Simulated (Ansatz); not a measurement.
Predicting a hybrid from its neighbours: SiBrCl3

The species is SiBrCl3 (5 atoms), meant as a singlet with charge 0. As SMILES, `Cl[Si](Cl)(Cl)Br`. The shape is that of a PBE0-D4/def2-TZVP optimisation.

The electronic atomisation energy y, in eV, basis cc-pVDZ; a is the functional's share of exact exchange. Programs: Ansatz 0.2.0.

| functional | program | a | y (eV) |
| --- | --- | --- | --- |
| r2SCAN | Ansatz | 0 | 15.50 |
| PBE | Ansatz | 0 | 15.41 |
| B3LYP | Ansatz | 0.2 | ? |
| PBE0 | Ansatz | 0.25 | 15.17 |
| BHLYP | Ansatz | 0.5 | 14.03 |

Q: Fit y = c + s·a to the known rows and predict B3LYP.

A: 
1. Means of the 4 rows: a = 0.1875, y = 15.027.
2. Σ(Δa)² = 0.17188, Σ(Δa·Δy) = -0.46313, so the slope is -0.46313/0.17188 = -2.6945.
3. Intercept: 15.027 − (-2.6945) × 0.1875 = 15.532. The largest residual of the fit is 0.31.
4. B3LYP: 15.532 + (-2.6945) × 0.2 = 14.99 eV.

The run gave 14.36 eV, so the prediction is off by +0.63 eV, more than the scatter of the fit. The rows mix families of semi-local functionals, which the line can't see. Spin-orbit coupling is left out.

Exact exchange does weaken the computed binding in SiBrCl3, but much less steeply than the fitted line implies. From PBE to PBE0, and from B3LYP to the related BHLYP, the atomisation energy falls at similar rates, each less than half the fitted slope. The line is too steep because BHLYP, its only point at large a, also carries the lower binding of the B88/LYP-type functionals. This offset probably explains why B3LYP, at 14.36 eV, lies below PBE0 despite having less exact exchange.

The decline within each pair has a physical origin: semi-local exchange mimics part of the left-right correlation in the Si–Cl and Si–Br bonds, and exact exchange removes that contribution without a full replacement from the correlation functional. The miss therefore doesn't point to unusual bonding in this molecule. Nor do the values show which functional is most accurate, since a double-zeta basis describes the polarised bonds less completely than the free atoms and tends to lower the atomisation energy, which can mask overbinding.
